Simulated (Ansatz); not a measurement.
# Y: the change of energy less free atoms and pressure with volume scale

All results are calculated (Ansatz 0.2.0). Periodic Kohn-Sham DFT of a crystal at fixed atoms, scaled to volume_scale times the given cell; pressure positive in compression, energy less spherical unpolarised free atoms, largest_vzz the field gradient of largest size among the nuclei.

The cell before it is scaled or strained (space group P6_3/mmc, No. 194):
```
cell vectors (Å)
   3.6515     0.0000     0.0000
  -1.8257     3.1623     0.0000
   0.0000     0.0000     5.7474
atoms (fractions of the cell vectors)
Y   0.33333  0.66667  0.25000
Y   0.66667  0.33333  0.75000
```

Settings of every row: method all-electron LAPW; functional LDA; relativity scalar; k mesh 12x12x7; filling fermi-dirac; smearing width 0.08 eV; basis error target 0.25 meV/atom; nucleus gaussian.

Atom start moment: 0 on all atoms.

```csv
row,volume scale,V (Å³/atom),energy less free atoms (eV/atom),pressure (GPa)
1,0.94,31.192,-5.1269,-1.678
2,0.96,31.856,-5.1182,-2.486
3,0.98,32.519,?,?
4,0.99,32.851,-5.0993,-3.577
5,1,33.183,-5.0915,-3.91
6,1.01,33.515,-5.0831,-4.23
7,1.02,33.847,-5.074,-4.535
8,1.04,34.51,-5.054,-5.107
9,1.06,35.174,-5.0318,-5.63
```

Question: what energy less free atoms and pressure should row 3 give?

Worked fit of energy less free atoms. Take u = (V_r/V)^(2/3) − 1 with V_r = 33.349 Å³ an atom, which is twice the finite (Eulerian) strain; such expansions in the strain, on which the Birch-Murnaghan equation of state is built, carry the rest volume and the bulk modulus. The shown rows have u = 0.04559, 0.03101, 0.01008, 0.00333, -0.0033, -0.00983, -0.02256, -0.0349. Least squares give energy less free atoms = −5.08738 − 1.2719 × u + 9.062 × u² − 3.8 × u³ eV/atom; a parabola predicts inner rows, each left out in turn, worse (root mean square 6.5e-05 against 3.2e-05 eV/atom). All shown rows lie on it to the printed digit. The withheld row has u = 0.01694, so the fit gives −5.08738 − 1.2719 × (0.01694) + 9.062 × (0.01694)² − 3.8 × (0.01694)³ = -5.1063 eV/atom.

The calculation gave -5.1063 eV/atom. The fit meets it to the printed digit.

Worked fit of pressure. Take u = (V_r/V)^(2/3) − 1 with V_r = 33.349 Å³ an atom, which is twice the finite (Eulerian) strain; such expansions in the strain, on which the Birch-Murnaghan equation of state is built, carry the rest volume and the bulk modulus. The shown rows have u = 0.04559, 0.03101, 0.01008, 0.00333, -0.0033, -0.00983, -0.02256, -0.0349. Least squares give pressure = −4.0717 + 48.131 × u + 98.15 × u² − 47 × u³ GPa; a parabola predicts inner rows, each left out in turn, worse (root mean square 0.00086 against 0.00051 GPa). The rows lie off it by 0.000, 0.000, 0.000, 0.000, -0.001, 0.000, 0.000, 0.000. The withheld row has u = 0.01694, so the fit gives −4.0717 + 48.131 × (0.01694) + 98.15 × (0.01694)² − 47 × (0.01694)³ = -3.228 GPa.

The calculation gave -3.229 GPa. The fit lies 0.001 GPa (0.025 % of the column's range) above it, one unit of the last digit.
